PySCF 2.14.0, BP86/def2-SVPD: counterpoise-corrected binding of an anion (first fragment, charge −1) to a neutral molecule, gas-phase singlets, with both fragments frozen in their pair geometry. The interaction energy excludes the D3(BJ) dispersion correction, which is to be added to it. Electrons to second fragment are from Hirshfeld partitioning, positive for a gain.

```tsv
system	geometry level	atoms in first fragment	interaction energy (kcal/mol)	dispersion correction (kcal/mol)	electrons to second fragment (e)	electrons displaced (e)
[F-].C[Al](C)Cl	GFN2-xTB	1	-102.19	-1.180	0.108	0.722
[OH-].[SiH3]N[SiH3]	GFN2-xTB	2	-86.92	-1.810	0.291	0.896
[Cl-].[SiH3][SiH3]	GFN2-xTB	1	-13.32	-3.130	0.113	0.423
[F-].Cl[Al](Cl)Cl	GFN2-xTB	1	-11.94	-0.610	0.128	0.412
[Cl-].[GeH4]	not relaxed	1	-7.15	-2.090	0.108	0.364
[Br-].C[SiH3]	GFN2-xTB	1	-4.57	-1.560	0.024	0.191
```

Each row pairs an anion (first fragment) with a neutral molecule (second fragment). The interaction energy is the BP86 energy of the pair minus that of the two fragments held in the shapes they have in the pair, and the dispersion correction adds to it. Electrons displaced measures how much density is rearranged on pairing, and electrons to second fragment is the net part of that rearrangement which Hirshfeld partitioning assigns to the molecule. The energies fall into two groups, and the geometries of the same calculations show that the groups differ in whether the anion has reached bonding distance. The table is therefore a comparison of particular contacts, not a scale of Lewis acidity. Except in row 5, those contacts were found with GFN2-xTB, a semi-empirical tight-binding method, and not relaxed with BP86, so the anion sites and the distances used below could change at a higher level, and the energies with them.

**Rows 1 and 2: new bonds.** Fluoride sits 1.70 Å from the aluminium of Me₂AlCl, and the oxygen of hydroxide 1.68 Å from a silicon of disilazane, each about a sum of covalent radii. Three-coordinate aluminium has an empty p orbital and a positive charge, so a small anion can both come close and donate a lone pair. Silicon has no such vacancy and accepts the oxygen by becoming five-coordinate, with two hydrogens on a nearly straight axis (178°) and the N–H bond intact. Those two axial hydrogens gain the most charge in the molecule, as in the three-centre bonding of hypervalent silicon.

Both energies are large partly because the acceptor is frozen in a shape already prepared for the anion. The angles at Al in row 1 sum to 328°, against 360° for a planar acid. The cost of that bending, and of rearranging the silyl group in row 2, is not charged to the interaction energy, so true binding from relaxed partners would be weaker.

Hydroxide displaces more electrons than fluoride (0.896 against 0.722 e) yet binds 15 kcal/mol less. About half of the electrons that leave hydroxide are taken from its hydrogen (0.14 of 0.29 e), a site that fluoride lacks. The total energy density at the bond critical point is slightly negative for Si–O and slightly positive for Al–F, which marks Si–O as the more shared bond. A reading that fits this, though no energy decomposition tests it here, is that Al–F draws more on electrostatic attraction, which needs no rearrangement of density.

**The drop after row 2.** The weaker bond is 6.5 times the strongest of the remaining four interactions, and in those four the anion lies well outside bonding distance. One part of the binding, donation, depends on distance as follows. Donation from an anion lone pair into an empty orbital stabilises the pair by about 2H²/Δε, where H is the coupling of the two orbitals and Δε their energy gap. H scales with orbital overlap, which decays exponentially with distance, and so does its square. As a trial, the whole interaction energy is given the same exponential form, and subtracting the radii puts atoms of different size on one scale:

|E| = E₀ exp(−x/b), with x = contact distance − sum of covalent radii

Here |E| is the magnitude of the interaction energy. Fitted to the five rows with GFN2-xTB geometry, using rough recalled radii, the model gives E₀ = 78 kcal/mol and b = 0.39 Å; the row-by-row results are in the printed output after this text. For Cl⁻ on disilane, a row inside the fit:

x = 2.77 − (1.0 + 1.1) = 0.67 Å

|E| = 78 × exp(−0.67/0.39) ≈ 14 kcal/mol, against 13.32 in the table

All five fitted rows come within about 10 % of their table values, and a fit to the three weak rows among them extrapolates to 91 and 94 kcal/mol for the two bonds. This describes the gap without proving its cause, since distance and energy both result from the site, and electrostatic and induction terms fall off as powers, not exponentially. An error of 0.05 Å in a radius sum moves the model by 14 %, so it does not resolve rows 1 and 2, which it puts in the wrong order. The weak rows also involve three different kinds of contact, so their lying on one curve may be partly chance.

**Row 3: chloride on disilane.** The silicon is already flattened part of the way towards a trigonal bipyramid, a bending cost that the frozen-fragment energy again leaves out, and chloride rests nearly opposite one Si–H bond (174°). The hydrogen on the far side gains the most charge of any atom in the molecule. Donation into an Si–H antibonding orbital, an early stage of five-coordinate bonding, would give this pattern, although plain polarisation by the anion also pushes density to the far side. The anion is on the axis here, whereas in row 2 the oxygen lies in the equatorial plane. Chloride is larger than hydroxide and a much weaker base, so a longer and only partial bond is to be expected, though the two acceptors also differ.

**Row 4: fluoride on AlCl₃.** This is the row most easily misread, because the same anion and the same metal give −102.19 kcal/mol in row 1 and −11.94 here. Fluoride is 4.37 Å from aluminium; it sits end-on at a chlorine, in line with the Cl–Al bond, and the acid stays planar. The value is that of a halogen-bond-like contact and is not the fluoride affinity of AlCl₃. All the atoms lie in one plane with fluoride on its symmetry axis, so no force could push fluoride off that line and round to the aluminium during relaxation. The structure may therefore be a saddle point rather than a minimum.

An anion can be held at a chlorine that carries net negative charge if it pushes enough density away along the molecule, and the charges show such a shift. The near Cl loses 0.14 e while Al and the two far chlorines gain. The rough induction estimate in the output has the size of the binding, but it uses the field at Al, which is much weaker than at the near Cl, counts transferred charge as polarisation and leaves out repulsion. It suggests that induction matters, not that it accounts for the whole energy. BP86 has delocalisation error, which tends to exaggerate charge transfer from a free anion such as F⁻, so the 1.4 kcal/mol between rows 3 and 4 carries no chemical meaning.

**Row 5: chloride on germane.** The site resembles row 3, with Cl opposite a Ge–H bond stretched to about 1.6 Å from about 1.5 Å. The contact is shorter relative to the radii, so the model, which left this row out, predicts 25 kcal/mol where the table has 7.15. The geometry is an unrelaxed starting structure. A plausible guess is that chloride has been placed inside its equilibrium distance, where exchange repulsion cancels much of the attraction. Without a relaxed geometry the row neither supports nor refutes the distance model, and it says nothing about Ge against Si.

**Row 6: bromide on methylsilane.** Bromide does not approach silicon at all and touches a methyl hydrogen at 2.62 Å. A weakly polar C–H bond is a poor acceptor and bromide is the largest anion of the set. Energy, transfer and displacement are each the smallest in the table.

Dispersion matters most here, a quarter of the total, against 1 to 2 % in the bonded rows. The share changes mainly because the correction spans only a factor of 5 while the interaction energy spans 22. D3(BJ) is a damped sum over atom pairs that levels off at short range and does not see the anion's charge; it is larger in the Cl and Br rows than in the F rows because heavier halogens are more polarisable. Adding it leaves the order unchanged.

**The charge columns.** Electrons to second fragment reads 0.108 e in both row 1 and row 5, whose energies differ by a factor of 14. The column partitions only the change of density. An anion at bonding distance already spreads its frozen cloud over the partner's atoms, and subtracting the change from the final Hirshfeld charge, on the assumption of equal weights, puts that share at 0.53 e in row 1 and 0.25 e in row 5. Neither quantity is a unique charge transfer.

Electrons displaced does better, probably because it also counts polarisation inside each fragment. In linear response the displaced charge goes as αF and the energy as αF²/2, for polarisability α and field F, which gives an exponent of 2 at equal α. A power law on the five fitted rows gives 2.15 but misses row 1 by a factor of 1.7, against 4 for a power law in the transfer. The pairs differ in α and two of them are bonded, so the closeness of the exponent to 2 is no proof of linear response.

Aluminium alkyl halides, silanes and germane serve as deposition precursors, and fluoride and hydroxide as etchants of silicon materials. Rows 1 and 2 show that these small anions can form full bonds to Al and Si centres, while chloride and bromide only made contacts in the structures computed. Single gas-phase conformers of frozen fragments give no rates or selectivities, least of all in solution.

Numerical output:

```
Binding |E| in kcal/mol; table rounding 0.005 = 0.11 % of the smallest
row: contact, d (A), x (A), |E|, |E+D3|, D3 share of total
F/Me2AlCl     F-Al 1.70 -0.07 102.19 103.37  1.1 %
OH/disilazane O-Si 1.68 -0.08  86.92  88.73  2.0 %
Cl/Si2H6      Cl-Si 2.77 +0.67  13.32  16.45 19.0 %
F/AlCl3       F-Cl 2.34 +0.77  11.94  12.55  4.9 %
Cl/GeH4       Cl-Ge 2.64 +0.44   7.15   9.24 22.6 %
Br/MeSiH3     Br-H 2.62 +1.11   4.57   6.13 25.4 %
weakest bond / strongest contact: 6.5 (with D3 5.4)
largest/smallest: |E| 22.4, D3 5.1
gaps: F/Me2AlCl - OH/disilazane 15.27, Cl/Si2H6 - F/AlCl3 1.38 kcal/mol
Fits on the five xTB rows; Cl/GeH4 (unrelaxed) only predicted
distance: E0 = 78 kcal/mol, b = 0.39 A (b with D3 added 0.43 A)
exponents: displaced 2.15 (linear response 2), transferred 1.11
row: model |E| (error %) for distance | displaced | transferred
F/Me2AlCl      92.5 (  -9) |  59.6 ( -42) |  24.6 ( -76)
OH/disilazane  95.6 ( +10) |  94.8 (  +9) |  73.8 ( -15)
Cl/Si2H6       14.2 (  +7) |  18.8 ( +42) |  25.8 ( +94)
F/AlCl3        11.1 (  -7) |  17.8 ( +49) |  29.7 (+149)
Cl/GeH4        25.1 (+252) |  13.6 ( +91) |  24.6 (+244)
Br/MeSiH3       4.6 (  +1) |   3.4 ( -25) |   4.6 (  +1)
worst fitted row, distance: F/Me2AlCl, factor 1.10
worst fitted row, displaced: F/Me2AlCl, factor 1.72
worst fitted row, transferred: F/Me2AlCl, factor 4.16
0.05 A error in a radius sum shifts the distance model by 14 %
three weak xTB rows only: b = 0.40 A, gives 91 and 94 for the two bonds
row: transferred, frozen-cloud share, 1 + final anion charge, displaced (e)
F/Me2AlCl     0.108 0.534 0.642 0.722
OH/disilazane 0.291 0.457 0.748 0.896
Cl/Si2H6      0.113 0.264 0.377 0.423
F/AlCl3       0.128 0.171 0.299 0.412
Cl/GeH4       0.108 0.247 0.355 0.364
Br/MeSiH3     0.024 0.112 0.136 0.191
rank correlation with |E|, same order: 0.49 0.94 0.89 0.94
|E| ratio F/Me2AlCl to Cl/GeH4 at equal transfer: 14.3
angle sum at Al: Me2AlCl 328 deg, AlCl3 360 deg
angle Cl-Si-H 174 deg, Cl-Ge-H 178 deg, axial H-Si-H in OH/disilazane 178 deg
F/AlCl3: F to Al 4.37 A; half dipole x field ~ 10 kcal/mol (order of magnitude only)
```
